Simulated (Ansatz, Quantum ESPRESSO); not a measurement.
# Potential against charge for clean and H-covered Cd(0001) slabs facing an electrode, PBE

A metal slab and an electrode across vacuum form a capacitor, but one plate has no sharp edge: the electrons of the metal spill out beyond its last atoms. Where, then, does the plate begin? Together with the distance to the electrode, the answer sets how much the potential changes for a given charge, which matters for any model of a charged metal surface. The problem is to find how straight the line of potential against charge is for a four-layer Cd(0001) slab, clean and with a monolayer of H on top sites, and to locate the added charge from its slope. The potential is that of an electron at the electrode, measured from the Fermi level of the slab; positive charge means electrons removed.

## Method

1×1 slabs of 4 layers at the tabulated measured lattice constant, clean or with the monolayer named on the upper face, top layers relaxed with Ansatz 0.2.0 under PBE. The slab faces a perfect electrode across vacuum above it and open vacuum below (effective screening medium, Quantum ESPRESSO 7.5 (pw.x), GBRV ultrasoft pseudopotentials, cutoffs 40 and 200 Ry). Charges from −3 to +6×10¹³ e/cm² are put on the slab with its atoms held; points where added electrons spill towards the electrode are left out. Spin-paired, no spin-orbit coupling. The charged runs use Marzari-Vanderbilt smearing of 0.02 Ry, k-spacing 0.20 Å⁻¹ (2π included); functional as named with each line.

Notes on method and selection:

- A vacuum distance d alone gives a slope of 0.181·d eV per 10¹³ e/cm², d in Å.
- At zero charge the potential is the work function of the upper face.
- Removing electrons pulls the charge plane inwards and adding them pushes it out, which bends the line slightly.
- Runs with a warning of large negative density or a flawed pseudopotential file, with a field left in the vacuum, or with open shells run without spin are not listed.
- Runs in which the search for lower states was switched off are not listed.
- Runs that did not converge, have known faults or may not be shown are not listed, and runs on Ansatz's PAW sets soft_1 and soft_2 are kept to separate tables.

Columns:

- charge (10¹³ e/cm²): charge of the slab per area, positive where electrons are removed.
- back work function (eV): vacuum level below the slab less the Fermi level.
- distance (Å): distance from the top atom to the electrode.
- potential (eV): electron potential at the electrode less the Fermi level.

## The series

| member | face | charge (10¹³ e/cm²) | back work function (eV) | distance (Å) | potential (eV) |
| --- | --- | --- | --- | --- | --- |
| −3.0 | Cd(0001), 4 layers, one monolayer of H on top sites (PBE) | −3.00 | 3.687 | 5.07 | 3.261 |
| −1.5 | Cd(0001), 4 layers, one monolayer of H on top sites (PBE) | −1.50 | 3.689 | 5.07 | 4.515 |
| +0.0 | Cd(0001), 4 layers, one monolayer of H on top sites (PBE) | 0.00 | 3.684 | 5.07 | 5.769 |
| +1.5 | Cd(0001), 4 layers, one monolayer of H on top sites (PBE) | 1.50 | 3.683 | 5.07 | 7.033 |
| +3.0 | Cd(0001), 4 layers, one monolayer of H on top sites (PBE) | 3.00 | 3.679 | 5.07 | 8.317 |
| +6.0 | Cd(0001), 4 layers, one monolayer of H on top sites (PBE) | 5.99 | 3.677 | 5.07 | 10.889 |
| −3.0 | Cd(0001), 4 layers (PBE) | −3.00 | 3.707 | 5.91 | 1.413 |
| −1.5 | Cd(0001), 4 layers (PBE) | −1.50 | 3.713 | 5.91 | 2.535 |
| +0.0 | Cd(0001), 4 layers (PBE) | 0.00 | 3.723 | 5.91 | 3.682 |
| +1.5 | Cd(0001), 4 layers (PBE) | 1.50 | 3.737 | 5.91 | 4.850 |
| +3.0 | Cd(0001), 4 layers (PBE) | 3.00 | 3.741 | 5.91 | 6.048 |
| +6.0 | Cd(0001), 4 layers (PBE) | 5.99 | 3.759 | 5.91 | 8.465 |

Least-squares fits to the whole series, with x = charge (10¹³ e/cm²); R² and errors in the fitted variable (y, or ln y where the fit is in ln y):

| y | face | members | fit | R² | rms residual | leave-one-out rms | the same for the mean of the others |
| --- | --- | --- | --- | --- | --- | --- | --- |
| potential (eV) | Cd(0001), 4 layers, one monolayer of H on top sites (PBE) | 6 | y = 5.784 + 0.8483 x | 1.00 | 0.018 | 0.036 | 3.0 |
| potential (eV) | Cd(0001), 4 layers (PBE) | 6 | y = 3.715 + 0.7850 x | 1.00 | 0.038 | 0.074 | 2.8 |

## What drives the series

On both faces the potential rises with charge at every step, and nearly in a straight line. From −3.0 to +6.0 it climbs by 8.465 − 1.413 = 7.052 eV on the clean face and by 10.889 − 3.261 = 7.628 eV on the H-covered one, while the rms residuals of the straight fits are only 0.038 and 0.018 eV.

The simplest model is a plate capacitor, built in four steps.

1. The slab is a metal, so its interior is taken as free of field. The electrode carries the whole countercharge, and the field in the vacuum below the slab stays close to zero. The added charge q must then lie on the upper face.

2. This charge is replaced by a thin sheet at a fixed height z above the top atom. With D the tabulated distance from that atom to the electrode, the vacuum gap is D − z.

3. The field in the gap is uniform and proportional to q. It adds 0.181 (D − z) q to the potential, in eV, with lengths in Å and q in 10¹³ e/cm². The sign is positive because a slab that has lost electrons faces a negative electrode, where an electron has a higher energy.

4. At q = 0 the potential is the work function W of the upper face. Hence

V = W + 0.181 (D − z) q,

with two parameters, W and z.

A sheet at the height of the top nuclei (z = 0) would give slopes of 0.181 × 5.91 = 1.070 on the clean face and 0.181 × 5.07 = 0.918 on the H-covered one, in eV per 10¹³ e/cm². The fitted slopes, 0.785 and 0.848, are both smaller, so the charge sits outside the top atoms. The back work function agrees with this picture: over the whole range of charge it changes by only 3.759 − 3.707 = 0.052 eV on the clean face, and by less on the H-covered one.

Hydrogen also raises W by 5.769 − 3.682 = 2.087 eV, the sign of a surface dipole with its negative end outwards.

## Testing the model

The members +0.0 and +3.0 fix the two parameters on each face.

**Clean face.** W = 3.682 eV, and the slope is (6.048 − 3.682) / 3.00 = 0.7887 eV per 10¹³ e/cm². The gap is 0.7887 / 0.181 = 4.36 Å, so z = 5.91 − 4.36 = 1.55 Å above the top Cd atom. For three of the other members:

- −3.0: 3.682 − 0.7887 × 3.00 = 1.316 eV; table higher by 1.413 − 1.316 = 0.097.
- +1.5: 3.682 + 0.7887 × 1.50 = 4.865 eV; table lower by 4.865 − 4.850 = 0.015.
- +6.0: 3.682 + 0.7887 × 5.99 = 8.406 eV; table higher by 8.465 − 8.406 = 0.059.

**H-covered face.** W = 5.769 eV, and the slope is (8.317 − 5.769) / 3.00 = 0.8493 eV per 10¹³ e/cm². The gap is 0.8493 / 0.181 = 4.69 Å, so z = 5.07 − 4.69 = 0.38 Å above the H atom. For the same members:

- −3.0: 5.769 − 0.8493 × 3.00 = 3.221 eV; table higher by 3.261 − 3.221 = 0.040.
- +1.5: 5.769 + 0.8493 × 1.50 = 7.043 eV; table lower by 7.043 − 7.033 = 0.010.
- +6.0: 5.769 + 0.8493 × 5.99 = 10.856 eV; table higher by 10.889 − 10.856 = 0.033.

The clean face has the longer distance from atom to electrode and yet the smaller slope, because its charge stands farther out from its top atom. The two heights have different origins, Cd in one case and H in the other, and so do not give the shift of the charge caused by hydrogen.

## Members off the line

Largest departures from the fit to the whole series:

| member | face | potential (eV) | fit | computed − fit | in rms residuals |
| --- | --- | --- | --- | --- | --- |
| −3.0 | Cd(0001), 4 layers (PBE) | 1.413 | 1.360 | +0.053 | 1.4 |
| +6.0 | Cd(0001), 4 layers, one monolayer of H on top sites (PBE) | 10.889 | 10.865 | +0.024 | 1.3 |
| +1.5 | Cd(0001), 4 layers, one monolayer of H on top sites (PBE) | 7.033 | 7.056 | −0.023 | 1.3 |
| +6.0 | Cd(0001), 4 layers (PBE) | 8.465 | 8.417 | +0.048 | 1.3 |

The departures have a pattern: the computed potential lies above the model outside the two fixing points and below it between them. The line therefore curves upwards, and the assumption that fails is the fixed height of the added charge.

The slopes between neighbouring members show the movement. On the clean face the slope grows from (2.535 − 1.413) / 1.50 = 0.748 at the negative end to (8.465 − 6.048) / 2.99 = 0.808 at the positive end. In the model these correspond to heights of 5.91 − 0.748 / 0.181 = 1.78 Å and 5.91 − 0.808 / 0.181 = 1.45 Å, an inward shift of 0.33 Å. With hydrogen the slope grows only from (4.515 − 3.261) / 1.50 = 0.836 to (10.889 − 8.317) / 2.99 = 0.860, and the height falls from 5.07 − 0.836 / 0.181 = 0.45 Å to 5.07 − 0.860 / 0.181 = 0.32 Å, a shift of 0.13 Å.

Removing electrons strips the outer tail of the density and draws the charge plane inwards; adding them feeds the tail. The stiffer response of the H-covered face may come from its higher work function, which makes the tail fall off more steeply.

## Summary

From −3 to +6×10¹³ e/cm² both faces behave as capacitor plates whose charge lies just outside the top atoms, and a straight line describes the potential to within a few hundredths of an eV. States with electrons spilling towards the electrode are excluded, so this linearity applies only while the added electrons stay on the slab.

Two effects that the fits do not show can exceed the scatter about the lines. A liquid in the gap would screen the field and flatten the slope; if it filled the whole gap with an effective permittivity of about 5, the rise between +0.0 and +6.0 would shrink to a fifth, by roughly 4 eV. PBE also tends to place metal work functions a few tenths of an eV too low, which would shift a whole line down while hardly changing its slope.
